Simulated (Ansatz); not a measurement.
## Ligand exchange: HF + C3H6F2O → H2O + C3H5F3

Species: HF (hydrogen fluoride), singlet; C3H6F2O `CC(O)(F)CF`, singlet; H2O (water) `O`, singlet; C3H5F3 (1,2,2-trifluoropropane) `CC(F)(F)CF`, singlet. The partners trade F for OH: H–F and C–OH bonds give way to H–OH and C–F.

Shapes, held fixed at every level: PBE0-D4/def2-TZVP. Flexible molecules stand in one conformer, not always the lowest. Programs: Ansatz 0.2.0. The zero-point and thermal change to 298 K, harmonic and unscaled (PBE0-D4/def2-TZVP), is -0.9 kJ/mol.

| level | kind | ΔH(298 K) (kJ/mol) | less CCSD(T)/CBS estimate |
| --- | --- | --- | --- |
| HF/def2-SVP | Hartree–Fock | -4.3 | -11.2 |
| SPW92/def2-TZVPP | LDA | +8.5 | +1.6 |
| B3LYP-D4/def2-TZVPP | global hybrid | +1.6 | -5.3 |
| B2PLYP/def2-TZVPP | double hybrid | +2.1 | -4.8 |
| MP2/def2-TZVPP | perturbation theory | +10.3 | +3.4 |
| CCSD(T)/def2-SVP | coupled cluster or CI | +5.9 | -1.0 |
| CCSD/def2-TZVPP | coupled cluster or CI | +4.8 | -2.1 |
| CCSD(T)/CBS estimate | coupled cluster or CI | +6.9 | 0.0 |

The highest level, CCSD(T)/CBS estimate, gives ΔH(298 K) = +6.9 kJ/mol; the levels span -4.3 to +10.3. They disagree on the sign: 7 of 8 are positive. The column of differences is taken from that level and isn't an error. No measured value is set beside it here. The CBS estimate extrapolates MP2 from def2-TZVPP and def2-QZVPP and adds CCSD(T) − MP2 in the triple-zeta set, cores frozen.

The exchange is weakly endothermic at the highest level, +6.9 kJ/mol, and the small thermal term shows that the balance is mainly electronic. Replacing C–OH with the stronger C–F bond is offset by giving up the very strong H–F bond for an O–H bond. The remaining preference for the reactants probably owes something to the anomeric effect: an oxygen lone pair donates into the geminal C–F σ* orbital more readily than a fluorine lone pair does, so the O–C–F centre loses some stabilisation on becoming F–C–F.

Only Hartree–Fock makes the reaction exothermic. In the same def2-SVP basis, coupled cluster moves the value from -4.3 to +5.9 kJ/mol, so electron correlation reverses the sign by favouring the reactants. MP2 lies above CCSD in the common triple-zeta basis, which suggests that second-order theory exaggerates this differential correlation. The result supports a slight enthalpic preference for the fluoroalcohol side, but says nothing about that alcohol's resistance to losing HF to form a ketone.
